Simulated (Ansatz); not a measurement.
Correcting a cheap level on fluorocarbon molecules

The vertical ionisation energy (cation less neutral) in eV of 8 fluorocarbon molecules: x at r2SCAN-D4/def2-TZVPP, y at CCSD(T)/def2-TZVPP. Shapes, held fixed at every level: PBE0-D4/def2-TZVP. Flexible molecules stand in one conformer, not always the lowest. Programs: Ansatz 0.2.0.

```
                             molecule  x (eV)  y (eV)
           C5H6F2 (SMILES FC1=CCCC1F)    9.48    9.91
           C5H6F2 (SMILES FC1C=CCC1F)    9.89   10.34
C5H3F5 (SMILES FC1=C(F)C(F)(F)C(F)C1)   10.00   10.47
          C2H2F2 (1,2-difluoroethene)   10.10   10.41
           C3F6 (hexafluoropropylene)   10.54       ?
    C4H3F5 (SMILES FC1CC(F)(F)C1(F)F)   11.03   11.91
         C4F8 (octafluorocyclobutane)   11.11   12.10
       C4H6F4 (SMILES CC(F)(F)C(F)CF)   11.19   12.25
```

Task: Fit y = c + s·x to the known rows and predict y for C3F6.

Result: 
1. Means of the 7 rows: x = 10.4000, y = 11.056.
2. Σ(Δx)² = 2.8816, Σ(Δx·Δy) = 4.0702, so the slope is 4.0702/2.8816 = 1.4125.
3. Intercept: 11.056 − (1.4125) × 10.4000 = -3.634. The largest residual of the fit is 0.22.
4. C3F6: -3.634 + 1.4125 × 10.54 = 11.25 eV.

CCSD(T)/def2-TZVPP gives 10.98 eV, so the prediction is off by +0.27 eV, about the largest residual. Uncorrected, r2SCAN-D4/def2-TZVPP misses it by -0.44 eV, and the other rows by 0.66 on average. The line overshoots: the miss goes from -0.44 to +0.27. Left out in turn, the other rows are missed by 0.12 eV on average, so much of the error is systematic among these molecules. Cations run unrestricted.

The fitted line mainly joins two groups rather than describing one continuous trend. The four known alkenes lie at lower ionisation energies and need small upward corrections, while the three saturated molecules lie higher and need roughly twice as much or more. In the alkenes the electron leaves a C=C π orbital; in the saturated molecules it comes from the σ framework, where the hole can spread over several C–C and C–F bonds. The larger shortfall there probably reflects the semilocal functional overstabilising a delocalised hole.

Hexafluoropropylene exposes the confusion. Its fluorines and CF3 group withdraw charge inductively and deepen the π level, moving it towards the saturated molecules in energy without changing the type of ionisation. Its uncorrected error of -0.44 eV is typical of the alkenes, so the line overcorrects it. This suggests that a shift taken from the alkenes alone would serve better than the steep common slope. Leaving out single rows hardly tests this weakness, since other members of the same group remain in the fit.
